**Character and energies of six singlet states of a methoxy-silafluorene**

The table holds six vertical singlet excitations of C13H12OSi with energies, oscillator strengths and hole-electron measures, from TDDFT at CAM-B3LYP/def2-SVPD in the gas phase on a GFN2-xTB geometry. The program splits the strengths and exciton sizes into their parts by their definitions, and tests the model $E=\Delta\varepsilon-c\,e^2/(4\pi\varepsilon_0 d_\mathrm{exc})$ on the five $\pi\pi^*$ states against a constant shift and against the functional's own exact-exchange share. The squared hole-electron distance makes up at most 3.5% of the squared exciton size and the electron-hole correlation is positive throughout, so all six states are read as local. The fit gives $c=0.677$ with an rms residual of 0.035 eV against 0.123 eV for the constant shift, but weight-averaged gaps leave residuals of +0.170 and −0.226 eV for the mixed states S2 and S4. For the $\sigma\pi^*$ state S6, left out of the fit, the model shift is too small by more than 0.30 eV.

Six lowest vertical singlets of a methoxy-substituted silafluorene (C13H12OSi) in the gas phase, from PySCF 2.14.0 with full linear-response TDDFT at CAM-B3LYP/def2-SVPD, density fitting and a frozen core, at the GFN2-xTB geometry. Hole and electron measures use the normalised X+Y amplitudes; "main from" and "main to" name the leading orbital pair.

## Script

```python
# Table: six vertical singlets of C13H12OSi (energy, f, hole-electron measures), PySCF TDDFT CAM-B3LYP/def2-SVPD, gas phase.
# Tested: E = orbital gap - c e^2/d_exc against a constant shift; two-level mixing; bookkeeping of f and exciton size.
T = {
    'row': [1, 2, 3, 4, 5, 6],
    'singlet_state': [1, 2, 3, 4, 5, 6],
    'singlet_energy': [4.33, 4.91, 5.01, 5.63, 5.98, 6.05],  # eV
    'singlet_oscillator_strength': [0.165, 0.092, 0.016, 0.217, 0.104, 0.0],
    'singlet_hole_electron_distance': [0.65, 0.09, 0.46, 0.69, 0.69, 0.59],  # angstrom
    'singlet_exciton_size': [3.57, 3.46, 3.3, 3.72, 3.68, 3.31],  # angstrom
    'singlet_orbital_overlap_lambda': [0.73, 0.68, 0.66, 0.62, 0.69, 0.49],
    'singlet_main_from': ['HOMO', 'HOMO', 'HOMO-1', 'HOMO-2', 'HOMO-1', 'HOMO-4'],
    'singlet_main_to': ['LUMO', 'LUMO+1', 'LUMO', 'LUMO', 'LUMO+1', 'LUMO'],
}
import numpy as np
from scipy import constants as C
from scipy.special import erf
Ha = C.physical_constants['Hartree energy in eV'][0]; a0 = C.physical_constants['Bohr radius'][0]*1e10
k = C.e/(4*np.pi*C.epsilon_0)*1e10; eA = C.e*1e-10*C.c*1e21   # eV*angstrom; debye per e*angstrom
E, f, d, x, lam = (np.array(T['singlet_'+s], float) for s in ('energy', 'oscillator_strength', 'hole_electron_distance', 'exciton_size', 'orbital_overlap_lambda'))
# typed from further outputs of the same run: transition dipoles (au), widths (A), correlation, same-atom share, orbitals (eV), dipoles (D), weights
mu = np.array([[-1.22,-0.256,-0.02],[0.8539,0.1929,0.014],[-0.2802,0.2358,-0.0077],[1.2421,0.1677,0.0219],[-0.791,0.2853,-0.0177],[0.0001,0.0007,0.0059]])
sh = np.array([2.629,2.711,2.801,2.722,2.726,2.3]); se = np.array([2.745,2.885,2.849,2.87,2.967,2.703])
R = np.array([0.148,0.238,0.33,0.147,0.195,0.16]); same = [0.079,0.088,0.07,0.073,0.095,0.105]
eps = {'HOMO-3':-9.4601,'HOMO-2':-8.3913,'HOMO-1':-8.0821,'HOMO':-7.2433,'LUMO':-0.1646,'LUMO+1':0.5378}
dun = np.array([[-1.233,2.884,-0.053],[0.201,-0.353,0.008],[-2.181,0.108,-0.042],[1.968,2.643,0.009],[-3.253,0.586,-0.067]])
drel = np.array([[-0.927,1.675,-0.035],[0.034,-0.1,0.002],[-1.575,0.081,-0.03],[1.013,1.419,0.004],[-1.909,0.449,-0.04]])
mus = [3.627,1.793,3.365,2.381,3.799]; mu0 = 1.868; lead = [0.879,0.516,0.498,0.443,0.403,0.914]
mix = {1:[('HOMO','LUMO+1',0.516),('HOMO-1','LUMO',0.175),('HOMO-2','LUMO',0.168)], 3:[('HOMO-2','LUMO',0.443),('HOMO','LUMO+1',0.329),('HOMO-1','LUMO',0.098)]}
m2 = (mu**2).sum(1); fc = 2/3*E/Ha*m2
print("A. f = (2/3)E|mu|^2 (definition); table rounding of f 0.0005")
for i in range(6):
    ang = np.degrees(np.arccos(min(1, abs(mu[i]@mu[5])/np.sqrt(m2[i]*m2[5]))))
    print(f"S{i+1}: |mu|^2 {m2[i]:.4f} au, f {fc[i]:.5f} (table {f[i]:.3f}), angle to S6 dipole {ang:.0f} deg")
for a, b in ((3,0),(4,1)):
    print(f"S{a+1}/S{b+1}: f ratio {f[a]/f[b]:.3f}, energy factor {E[a]/E[b]:.3f}, dipole factor {m2[a]/m2[b]:.3f}")
xu = np.sqrt(d**2+sh**2+se**2); xc = np.sqrt(xu**2-2*R*sh*se)
print("B. exciton size (A) from distance, widths, correlation R (identity); rounding 0.005 A")
for i in range(6):
    print(f"S{i+1}: R=0 {xu[i]:.2f}, R={R[i]:.3f} {xc[i]:.3f} (table {x[i]:.2f}); d^2 share {100*d[i]**2/x[i]**2:.1f}%; se/sh {se[i]/sh[i]:.2f}; lambda {lam[i]:.2f}; same atom {same[i]:.3f}")
print(f"largest distance / mean width {np.max(2*d/(sh+se)):.2f}; S6 lambda below lowest of S1-S5 by {lam[:5].min()-lam[5]:.2f}")
gap = np.array([eps[t]-eps[h] for h, t in zip(T['singlet_main_from'][:5], T['singlet_main_to'][:5])])
s = gap-E[:5]; J = k/x; c = (s@J[:5])/(J[:5]@J[:5]); s0 = s.mean()
cam = 0.19+0.46*erf(0.33*x/a0)   # exact-exchange share from the definition of CAM-B3LYP
r1, r0, r2 = s-c*J[:5], s-s0, s-cam[:5]*J[:5]; rms = lambda r: np.sqrt(np.mean(r**2))
print("C. shift = leading-pair gap - E (eV), pi-pi* S1-S5; residual = shift - model")
print(f"fitted c {c:.3f}; constant shift {s0:.3f} eV; CAM-B3LYP share at d_exc {cam.min():.3f}-{cam.max():.3f}")
for i in range(5):
    print(f"S{i+1}: weight {lead[i]:.3f}, gap {gap[i]:.3f}, shift {s[i]:.3f}, e^2/d_exc {J[i]:.2f}; residuals c-fit {r1[i]:+.3f}, constant {r0[i]:+.3f}, CAM share {r2[i]:+.3f}")
print(f"rms: c-fit {rms(r1):.3f}, constant {rms(r0):.3f}, CAM share {rms(r2):.3f} eV; worst c-fit row S{np.argmax(abs(r1))+1}")
print(f"rounding allows up to {0.005+np.max(c*J/x*0.005):.3f} eV in a c-fit residual")
for i, L in mix.items():
    g = sum(w*(eps[t]-eps[h]) for h, t, w in L)/sum(w for h, t, w in L)
    print(f"S{i+1} with weight-averaged gap {g:.3f}: shift {g-E[i]:.3f}, residual with same c {g-E[i]-c*J[i]:+.3f} eV")
g6 = eps['LUMO']-eps['HOMO-3']
print(f"S6 (sigma-pi*, not fitted; HOMO-4 not listed): gap > {g6:.3f}, shift > {g6-E[5]:.3f} eV")
print(f"S6 model shift {c*J[5]:.3f} eV, too small by more than {g6-E[5]-c*J[5]:.3f} eV")
dg, dE = gap[3]-gap[1], E[3]-E[1]
print(f"S2/S4 two-level: gap difference {dg:.3f}, state splitting {dE:.2f} eV, leading share predicted {(1+dg/dE)/2:.2f}")
print(f"leading share within the pair as computed: S2 {mix[1][0][2]/(mix[1][0][2]+mix[1][2][2]):.2f}, S4 {mix[3][0][2]/(mix[3][0][2]+mix[3][1][2]):.2f}")
print(f"D. dipole change (D); ground-state dipole {mu0:.2f} D; no relaxed value for S6")
for i in range(5):
    u, r = np.linalg.norm(dun[i]), np.linalg.norm(drel[i])
    print(f"S{i+1}: e*d {eA*d[i]:.2f}, unrelaxed {u:.2f}, relaxed {r:.2f} ({100*r/u:.0f}%), xy direction {np.degrees(np.arctan2(drel[i,1], drel[i,0])):.0f} deg, state dipole {mus[i]:.2f}")
print("E. spacings (eV): " + ", ".join(f"S{i+1}-S{i+2} {v:.2f}" for i, v in enumerate(np.diff(E))))
print("rounding of a spacing: up to 0.01 eV")
assert np.all(abs(fc-f) < 0.0015) and np.all(abs(xc-x) < 0.012)
assert np.all(d < 0.3*np.minimum(sh, se)+0.01)
assert 0.19 < c < 1.0
assert g6-E[5] > s.max() and np.argmin(lam) == 5
```

Running it gives:

```
A. f = (2/3)E|mu|^2 (definition); table rounding of f 0.0005
S1: |mu|^2 1.5543 au, f 0.16489 (table 0.165), angle to S6 dipole 87 deg
S2: |mu|^2 0.7666 au, f 0.09221 (table 0.092), angle to S6 dipole 87 deg
S3: |mu|^2 0.1342 au, f 0.01647 (table 0.016), angle to S6 dipole 88 deg
S4: |mu|^2 1.5714 au, f 0.21675 (table 0.217), angle to S6 dipole 87 deg
S5: |mu|^2 0.7074 au, f 0.10364 (table 0.104), angle to S6 dipole 90 deg
S6: |mu|^2 0.0000 au, f 0.00001 (table 0.000), angle to S6 dipole 0 deg
S4/S1: f ratio 1.315, energy factor 1.300, dipole factor 1.011
S5/S2: f ratio 1.130, energy factor 1.218, dipole factor 0.923
B. exciton size (A) from distance, widths, correlation R (identity); rounding 0.005 A
S1: R=0 3.86, R=0.148 3.568 (table 3.57); d^2 share 3.3%; se/sh 1.04; lambda 0.73; same atom 0.079
S2: R=0 3.96, R=0.238 3.458 (table 3.46); d^2 share 0.1%; se/sh 1.06; lambda 0.68; same atom 0.088
S3: R=0 4.02, R=0.330 3.303 (table 3.30); d^2 share 1.9%; se/sh 1.02; lambda 0.66; same atom 0.070
S4: R=0 4.02, R=0.147 3.718 (table 3.72); d^2 share 3.4%; se/sh 1.05; lambda 0.62; same atom 0.073
S5: R=0 4.09, R=0.195 3.682 (table 3.68); d^2 share 3.5%; se/sh 1.09; lambda 0.69; same atom 0.095
S6: R=0 3.60, R=0.160 3.310 (table 3.31); d^2 share 3.2%; se/sh 1.18; lambda 0.49; same atom 0.105
largest distance / mean width 0.25; S6 lambda below lowest of S1-S5 by 0.13
C. shift = leading-pair gap - E (eV), pi-pi* S1-S5; residual = shift - model
fitted c 0.677; constant shift 2.753 eV; CAM-B3LYP share at d_exc 0.648-0.650
S1: weight 0.879, gap 7.079, shift 2.749, e^2/d_exc 4.03; residuals c-fit +0.020, constant -0.004, CAM share +0.130
S2: weight 0.516, gap 7.781, shift 2.871, e^2/d_exc 4.16; residuals c-fit +0.055, constant +0.118, CAM share +0.170
S3: weight 0.498, gap 7.918, shift 2.908, e^2/d_exc 4.36; residuals c-fit -0.045, constant +0.155, CAM share +0.078
S4: weight 0.443, gap 8.227, shift 2.597, e^2/d_exc 3.87; residuals c-fit -0.022, constant -0.156, CAM share +0.082
S5: weight 0.403, gap 8.620, shift 2.640, e^2/d_exc 3.91; residuals c-fit -0.007, constant -0.113, CAM share +0.099
rms: c-fit 0.035, constant 0.123, CAM share 0.117 eV; worst c-fit row S2
rounding allows up to 0.009 eV in a c-fit residual
S2 with weight-averaged gap 7.896: shift 2.986, residual with same c +0.170 eV
S4 with weight-averaged gap 8.023: shift 2.393, residual with same c -0.226 eV
S6 (sigma-pi*, not fitted; HOMO-4 not listed): gap > 9.296, shift > 3.246 eV
S6 model shift 2.943 eV, too small by more than 0.302 eV
S2/S4 two-level: gap difference 0.446, state splitting 0.72 eV, leading share predicted 0.81
leading share within the pair as computed: S2 0.75, S4 0.57
D. dipole change (D); ground-state dipole 1.87 D; no relaxed value for S6
S1: e*d 3.12, unrelaxed 3.14, relaxed 1.91 (61%), xy direction 119 deg, state dipole 3.63
S2: e*d 0.43, unrelaxed 0.41, relaxed 0.11 (26%), xy direction -71 deg, state dipole 1.79
S3: e*d 2.21, unrelaxed 2.18, relaxed 1.58 (72%), xy direction 177 deg, state dipole 3.37
S4: e*d 3.31, unrelaxed 3.30, relaxed 1.74 (53%), xy direction 54 deg, state dipole 2.38
S5: e*d 3.31, unrelaxed 3.31, relaxed 1.96 (59%), xy direction 167 deg, state dipole 3.80
E. spacings (eV): S1-S2 0.58, S2-S3 0.10, S3-S4 0.62, S4-S5 0.35, S5-S6 0.07
rounding of a spacing: up to 0.01 eV
```
